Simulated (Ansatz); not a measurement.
## The HOMO–LUMO gap down a group: C to Ge

All atoms of one element are swapped for its congeners: C2H5Cl (chloroethane) `CCCl`; SiH2(SiH3)Cl; GeH2(GeH3)Cl. All are singlets with charge 0.

Shapes, held fixed at every level: PBE0-D4/def2-TZVP. Programs: Ansatz 0.2.0. Values in eV.

(1) How should the HOMO–LUMO gap change along the series?

Answers

(1) At wB97M-V/def2-TZVPP the HOMO–LUMO gap falls at every step, from 13.23 to 11.47 eV. Every level shows the same order. Relativity is left out for Ge unless named. Orbital gaps aren't excitation energies, and the LUMO depends on the basis.

```json
{"level": "SPW92/def2-TZVPP", "C2H5Cl": "6.63", "SiH2(SiH3)Cl": "5.45", "GeH2(GeH3)Cl": "5.32"}
{"level": "r2SCAN-D4/def2-TZVPP", "C2H5Cl": "7.41", "SiH2(SiH3)Cl": "6.17", "GeH2(GeH3)Cl": "6.02"}
{"level": "B3LYP-D4/def2-TZVPP", "C2H5Cl": "8.63", "SiH2(SiH3)Cl": "7.27", "GeH2(GeH3)Cl": "7.07"}
{"level": "BHLYP-D4/def2-TZVPP", "C2H5Cl": "11.31", "SiH2(SiH3)Cl": "9.69", "GeH2(GeH3)Cl": "9.50"}
{"level": "PBE0-D4/def2-TZVPP", "C2H5Cl": "9.21", "SiH2(SiH3)Cl": "7.64", "GeH2(GeH3)Cl": "7.52"}
{"level": "wB97X-V/def2-TZVPP", "C2H5Cl": "13.76", "SiH2(SiH3)Cl": "12.02", "GeH2(GeH3)Cl": "11.85"}
{"level": "wB97M-V/def2-TZVPP", "C2H5Cl": "13.23", "SiH2(SiH3)Cl": "11.52", "GeH2(GeH3)Cl": "11.47"}
```

The narrowing is concentrated in the first step: replacing carbon with silicon lowers the gap strongly at every level, whereas going on to germanium changes it little, only from 11.52 to 11.47 eV with wB97M-V. Carbon's valence 2p shell has no inner p shell beneath it and is compact, so its σ bonds are strong and their bonding and antibonding levels lie far apart. Silicon and germanium have more diffuse valence orbitals and weaker σ overlap, which probably raises the Si–Si or Ge–Ge bonding level towards the chlorine lone pairs and lowers the σ* levels. The two heavier elements resemble each other because the filled 3d shell of germanium screens the nuclear charge poorly, offsetting much of the expected growth in size.

The choice of functional shifts the gap far more than the choice of element, probably mainly through the amount and range of exact exchange, so the ordering is better supported than any absolute value. The gaps alone don't show how much of the narrowing comes from the HOMO and how much from the LUMO.
